**Q.** My ion-mobility runs need polarisabilities for the fourth-period cations. These LB94 values jump about. Is the calculation at fault?

Singly charged fourth-period ions in their NIST ground configurations, computed with radks 1 (radial solver with Libxc): scalar-relativistic, spin-unpolarised Kohn-Sham with the LB94 potential, open shells spread evenly over spin and m, and a Fermi nucleus. Linear response is from Sternheimer equations with the Hartree and adiabatic LDA kernel.

```csv
species,Z,electrons,configuration,dipole polarisability (bohr³),uncoupled dipole polarisability (bohr³),C6 (a.u.),C9 (triple dipole) (a.u.),coupled / uncoupled
K+,19,18,[Ne] 3s2 3p6,5.741,8.918,24.79,104.7,0.644
Ca+,20,19,[Ar] 4s1,49.93,67.61,303.0,10710,0.739
Sc+,21,20,[Ar] 3d1 4s1,41.15,57.79,239.6,6922,0.712
Ti+,22,21,[Ar] 3d2 4s1,34.54,49.53,191.4,4606,0.697
Cr+,24,23,[Ar] 3d5,10.65,13.73,39.37,266.8,0.776
Mn+,25,24,[Ar] 3d5 4s1,22.20,32.63,105.6,1607,0.680
Fe+,26,25,[Ar] 3d6 4s1,19.55,28.81,88.67,1183,0.679
Ni+,28,27,[Ar] 3d9,6.580,8.838,22.32,95.12,0.745
Cu+,29,28,[Ar] 3d10,5.923,8.018,19.56,75.14,0.739
Zn+,30,29,[Ar] 3d10 4s1,12.58,18.56,47.97,406.7,0.678
Ga+,31,30,[Ar] 3d10 4s2,14.39,25.24,67.11,680.1,0.570
Ge+,32,31,[Ar] 3d10 4s2 4p1,15.83,25.04,84.95,961.7,0.632
As+,33,32,[Ar] 3d10 4s2 4p2,15.18,23.42,88.25,967.0,0.648
Se+,34,33,[Ar] 3d10 4s2 4p3,13.74,21.17,82.99,827.0,0.649
Br+,35,34,[Ar] 3d10 4s2 4p4,12.15,18.82,74.39,657.2,0.645
Kr+,36,35,[Ar] 3d10 4s2 4p5,10.65,16.63,65.18,505.6,0.640
```

**A.** The jumps follow the configuration column. The dipole polarisability $\alpha$ is the induced dipole per unit field, and a diffuse 4s electron with an empty 4p level close above it responds strongly. Ca+ has 8.70 times the $\alpha$ of K+, and Cr+, which has no 4s electron, falls below both Ti+ and Mn+. The 4s1 ions and the 3d$^n$ ions form two branches: Cr+, Ni+ and Cu+ reach only 0.41 to 0.43 of the 4s1 curve described next, which for them is an interpolation. V+, being 3d4, should belong to the lower branch. Among doubly charged ions the 4s shell stays empty through the d block, so this zigzag should vanish, while the neutral atoms, mostly 4s2, are much more polarisable.

**Q.** Why does the 4s1 branch fall by a factor 3.97 from Ca+ to Zn+?

**A.** The uncoupled polarisability $\alpha_0$, in which electrons feel the applied field only, already falls by 3.64, so the orbitals themselves carry most of the change. Perturbation theory gives $\alpha\sim r^2/\Delta E$. Each added 3d electron shields the added proton incompletely; Slater's rules give $Z_{\rm eff}=Z-10-0.85(8+n_d)$ for $n_d$ electrons in 3d, from 3.20 to 4.70. With $r\propto 1/Z_{\rm eff}$ the power is $-4$ if $\Delta E\propto Z_{\rm eff}^2$, and $-3$ if the 4s–4p gap grows as $Z_{\rm eff}$. A least-squares line of $\ln\alpha$ against $\ln Z_{\rm eff}$ through the six ions has slope $-3.6$ and misses the table by at most 3%; for $\alpha_0$, to which the argument strictly applies, the slope is $-3.38$. Core and 3d responses are included in $\alpha$, so the slope says only that it lies in the argued range.

**Q.** What makes Ga+ the lowest in the last column?

**A.** That column is $\alpha/\alpha_0$. It is below one in every row because the displaced charge sets up a field against the applied one. For a single 4s→4p pair with gap $\Delta$, dipole matrix element $d$, occupation difference $\Delta n$ and Hartree-plus-kernel coupling $K$, $\alpha_0=2\Delta n\,d^2/\Delta$ and $\alpha=2\Delta n\,d^2/(\Delta+2\Delta nK)$, so $\alpha_0/\alpha-1=2\Delta nK/\Delta$. From Zn+ to Ga+, $\Delta n$ goes from 1 to 2 and then shrinks as 4p fills. The table gives 0.475, 0.754 and 0.582 for Zn+, Ga+ and Ge+: the peak is in the argued place, though short of a doubling. The 3d10 shell screens on its own (0.354 in Cu+), and this probably lifts Zn+, where the pair is weaker. From As+ to Kr+ the values stay between 0.541 and 0.562 where this single pair would have them fall, so the transitions left out must matter there. The weaker screening is why $\alpha$ rises 10% from Ga+ to Ge+ while $\alpha_0$ slips by 0.8%.

**Q.** Cr+ and Kr+ both have 10.65 bohr³. Why is C6 so different?

**A.** C6, the coefficient of the $-C_6/R^6$ attraction of two like ions, is $(3/\pi)\int_0^\infty\alpha(i\omega)^2d\omega$ and so depends on how far in frequency the response persists. Picture the ion as a Drude oscillator, a charge on a spring of frequency $\omega_0$: $\alpha(i\omega)=\alpha/(1+\omega^2/\omega_0^2)$. The integral of $(1+x^2)^{-2}$ is $\pi/4$, giving $C_6=\tfrac34\alpha^2\omega_0$. For Kr+, $\omega_0=4(65.18)/(3\times10.65^2)=0.766$ hartree; Cr+ gives 0.463. The oscillator's electron count $\alpha\omega_0^2$ is 6.25 for Kr+, near its seven 4s and 4p electrons, against 2.28 for Cr+: more electrons on a stiffer spring give the same static response and more dispersion. These numbers restate C6 and do not test the picture.

**Q.** Can the spring be tested?

**A.** The three-body coefficient does it. $C_9=(3/\pi)\int_0^\infty\alpha(i\omega)^3d\omega$, and the integral of $(1+x^2)^{-3}$ is $3\pi/16$, so $C_9=\tfrac9{16}\alpha^3\omega_0=\tfrac34\alpha C_6$ with nothing fitted. For Kr+, $0.75\times10.65\times65.18=520.6$, which is 3.0% above the table's 505.6. The estimate is high in all rows: by 1.9% for K+, by 5.9% rising to 11.3% along the 4s1 branch as 3d fills, and by 16 to 18% for the 3d$^n$ ions. The analogy ends where an ion has several springs. Two oscillators with equal static weight overshoot by 12% at a frequency ratio of 4 and 21% at 6, because stiff transitions feed C6 more than C9. Cu+, whose full 3d shell blocks 3p→3d, overshoots by 15.6%, nearly as much as Cr+, so the spread should lie mostly within the 3d response itself, probably soft 3d→4p beside stiff 3d→f continuum transitions; the table does not resolve these.

**Q.** In the p block $\alpha$ peaks at Ge+ and C6 at As+. Does size explain the decline?

**A.** In the spring picture, $C_6\propto\alpha^2\omega_0$, the shift reads as a stiffening: from Ge+ to As+, $\alpha$ loses 4.1% and $\omega_0$ gains 13.0%. Since $\omega_0$ was drawn from C6, this restates the shift and does not explain it. Size alone does not settle the decline. From Se+ to Kr+ the same calculations shrink the 4p mean radius from 2.08 to 1.81 bohr. The cube of that radius falls to 0.665 of its Se+ value, more than the polarisability does, but it leaves out the two added electrons. Summing occupation times $r^2/|\varepsilon|$ ($\varepsilon$ the orbital energy) over 4s and 4p predicts a ratio of 0.95, against 0.786 in $\alpha_0$. Theory points to Pauli blocking: the 4s→4p term carries the factor $(1-n/6)/\Delta$ for 4p$^n$, which drops to 0.27 of its Se+ value. Its size can be bounded: $d^2\le\langle r\rangle_{4s}\langle r\rangle_{4p}/3$, and with $\Delta n=2(1-n/6)$ the term $2\Delta n\,d^2/\Delta$ is at most 5.4 bohr³ in Se+ and 1.1 in Kr+. Taken at that bound it falls by 4.3, against 4.5 in $\alpha_0$, and leaves a remainder with ratio 0.98, near the size-and-energy estimate. Blocking therefore carries most of the decline if the radial overlap is close to complete, as expected for two orbitals of one shell.

**Q.** Which digits can I use?

**A.** Rounding moves the C9 test by 0.10% at most, so those misfits are not due to rounding. Agreement with nature is far looser. Ca+ lies 34% below a rough recalled 76 bohr³, and $\alpha_0$ lies 11% below it. A lone electron should not screen itself, but spread over both spins its Hartree response is only partly cancelled by the kernel, and a spin-polarised kernel should cancel more of it and raise the 4s1 values. A spin-polarised potential would also move the 4s and 4p levels, so the size of the net change needs a run of its own. The LB94 potential and a kernel that is not its derivative may contribute too; their shares are untested. Only K+, Cu+ and Ga+ are closed shells. High-spin Cr+, Mn+ and Se+ carry no moment here, so half-shell effects cannot show, and spin-orbit splitting of 4p is absent. The 0.6% lead of As+ over Ge+ in C9 is therefore no prediction. The split into two branches is the usable result; ratios between them may carry errors as large as that of Ca+, so absolute values for mobility work need a better method.
